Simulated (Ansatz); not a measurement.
CH6AlNS: which of these isomers lies lowest?

2 of its isomers, all singlets with charge 0: A = `[AlH2][NH]CS`; B = `[CH3][Al]([NH2])[SH]`.

Shapes, held fixed at every level: PBE0-D4/def2-TZVP. Flexible molecules stand in one conformer, not always the lowest. Programs: Ansatz 0.2.0.

A:

```xyz
10

Al   -0.7862    1.7571   -0.0066
N    -0.3640    0.0973    0.4674
C     0.8114   -0.6332    0.1166
S     0.6433   -1.8171   -1.2767
H     0.3160    2.5721   -0.7963
H    -2.2029    2.3022    0.4367
H    -1.0383   -0.4771    0.9527
H     1.2237   -1.1873    0.9630
H     1.5876    0.0522   -0.2314
H    -0.1077   -2.7173   -0.6224
```

B:

```xyz
10

C    -1.3857    1.0366    0.1603
Al    0.2654    0.0598   -0.1462
N     0.5312   -1.5666    0.4920
S     1.8584    0.9966   -1.3317
H    -1.9433    1.1642   -0.7724
H    -1.1860    2.0385    0.5507
H    -2.0396    0.5240    0.8705
H    -0.1437   -2.0694    1.0454
H     1.3584   -2.1254    0.3643
H     2.6849   -0.0583   -1.2329
```

Electronic energies in kJ/mol, without zero-point or thermal terms.

```csv
level,kind,B − A
HF/def2-SVP,Hartree–Fock,-228.4
HF/def2-TZVPP,Hartree–Fock,-239.4
PBE0-D4/def2-TZVPP,global hybrid,-240.3
r2SCAN0-D4/def2-TZVPP,global hybrid,-250.7
wB97M-V/def2-TZVPP,range-separated hybrid,-242.5
MP2/def2-SVP,perturbation theory,-225.8
MP2/def2-TZVPP,perturbation theory,-248.5
CCSD(T)/CBS estimate,coupled cluster or CI,-245.9
```

The highest level, CCSD(T)/CBS estimate, puts B lowest of these. All levels agree on that. The B − A difference spans -250.7 to -225.8 kJ/mol over the levels. The CBS estimate extrapolates MP2 from def2-TZVPP and def2-QZVPP and adds CCSD(T) − MP2 in the triple-zeta set, cores frozen.

B lies far below A, and the gap is much larger than the spread between methods. The isomers contain equally many bonds, but B exchanges two Al–H bonds, a C–N bond and a C–S bond for Al–C, Al–S, C–H and N–H bonds. In effect, the hydridic hydrogens of aluminium have reduced the carbon to a methyl group, while electropositive aluminium gains a strong, polar bond to sulfur. Donation from the sulfur lone pair into the formally empty Al 3p orbital probably adds to the preference, alongside the nitrogen donation available in both isomers.

Hartree–Fock already recovers most of the gap, so the preference is not a correlation effect. The correlation contribution is nevertheless sensitive to the basis: MP2 slightly narrows the Hartree–Fock gap in def2-SVP but widens it in def2-TZVPP, which suggests that the smaller set describes the changed bonds unevenly. The ordering applies to isolated monomers and says nothing about the barrier between them or about association through bridging amide or thiolate groups, which is common for such aluminium compounds.
